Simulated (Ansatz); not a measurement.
# BiPbIO2 in the I4mm structure: from stress constants e to strain constants d — Ansatz, plane waves and PAW

Space group I4mm (No. 107), 5 atoms in the cell of the first input below: a = 7.375 Å, b = 7.375 Å, c = 7.375 Å, α = 148.46°, β = 148.46°, γ = 45.20°.

The structure comes from the Materials Project database of computed cells (whether it is a measured phase wasn't checked), relaxed without spin–orbit coupling to zero pressure (pressure 0.0 GPa with this functional, without spin–orbit coupling). Functional: PBEsol.

Input:

```yaml
crystal:
  lattice:
    - [-2.0040411549, 2.0040411549, 6.8084214603]
    - [2.0040411549, -2.0040411549, 6.8084214603]
    - [2.0040411549, 2.0040411549, -6.8084214603]
  atoms:
    - { symbol: Bi, position: [0.3361245722, 0.3361245722, 0.0] }
    - { symbol: I, position: [0.9907412193, 0.9907412193, 0.0] }
    - { symbol: O, position: [0.7565944078, 0.2565944078, 0.5] }
    - { symbol: O, position: [0.2565944078, 0.7565944078, 0.5] }
    - { symbol: Pb, position: [0.6599443928, 0.6599443928, 0.0] }
basis:
  ecutwfc: 420
  ecutrho_ratio: 4
kpoints:
  mp_grid: { grid: [10, 10, 10] }
hamiltonian:
  xc: pbesol
scf:
  occupations: { method: fixed }
output:
  forces: true
  stress: true
  eigenvalues: true
  polarization: {}
elastic:
  mode: relaxed_ion
  stencil: two_point
```

```bash
ansatz run input.yaml --threads 8 --pin off --max-ram 15360MiB --backend cpu --events-out ev --progress --plain --runs-dir out
```

Time: 10 min on 8 threads of Arm Neoverse V2, with other jobs on the host, peak memory 1.8 GiB.

Elastic constants with relaxed ions (GPa, engineering shears):

```
       xx     yy    zz    yz    xz    xy
xx  101.9   57.5  28.4   0.0   0.0   0.0
yy   57.5  101.9  28.4   0.0   0.0   0.0
zz   28.4   28.4  47.5   0.0   0.0   0.0
yz    0.0    0.0   0.0  23.2   0.0   0.0
xz    0.0    0.0   0.0   0.0  23.2   0.0
xy    0.0    0.0   0.0   0.0   0.0  48.6
```

Proper piezoelectric stress tensor e (C/m²):

```json
{"": "x", "xx": "0.000", "yy": "0.000", "zz": "0.000", "yz": "0.000", "xz": "-0.508", "xy": "0.000"}
{"": "y", "xx": "0.000", "yy": "0.000", "zz": "0.000", "yz": "-0.508", "xz": "0.000", "xy": "0.000"}
{"": "z", "xx": "-0.044", "yy": "-0.044", "zz": "0.537", "yz": "0.000", "xz": "0.000", "xy": "0.000"}
```

Signs follow the polarity of the cell as typed: the inverted crystal has all signs reversed.

Question: Which piezoelectric strain constant d is largest in size (symmetry may tie others with it)?

Answer: d = e C⁻¹ gives d(x; xz) = -21.9 pC/N, tied by symmetry with others.

|  | xx | yy | zz | yz | xz | xy |
| --- | --- | --- | --- | --- | --- | --- |
| x | 0.0 | 0.0 | 0.0 | 0.0 | -21.9 | 0.0 |
| y | 0.0 | 0.0 | 0.0 | -21.9 | 0.0 | 0.0 |
| z | -2.9 | -2.9 | 14.8 | 0.0 | 0.0 | 0.0 |

Caveats: no phonons were computed, so distortions that enlarge the cell are untested, and the real phase may be another, perhaps a centrosymmetric one without piezoelectricity; no spin-orbit coupling, which matters for these elements.

The shear response wins through compliance, not through a larger piezoelectric stress constant: e(z; zz) is slightly larger in size than e(x; xz), but the xz shear modulus is only 23.2 GPa, against 47.5 GPa for zz. This fits a Sillén-type structure, in which stiff, strongly bonded Bi–Pb–O slabs alternate with iodide sheets held by weaker, mainly ionic contacts. Shear between the layers probably takes up much of the strain. The transverse constant d(z; xx) has a different origin: e(z; xx) is almost zero, so most of its -2.9 pC/N comes from the longitudinal response through the elastic coupling of the in-plane and polar axes.

The polarity itself rests on cation order, with Bi on one side of each oxygen sheet and Pb on the other, which makes the two faces inequivalent. In Sillén oxyhalides of this kind Pb and Bi commonly share a site, and random mixing would largely cancel the macroscopic response. The constants therefore describe a fully ordered, single-domain crystal.
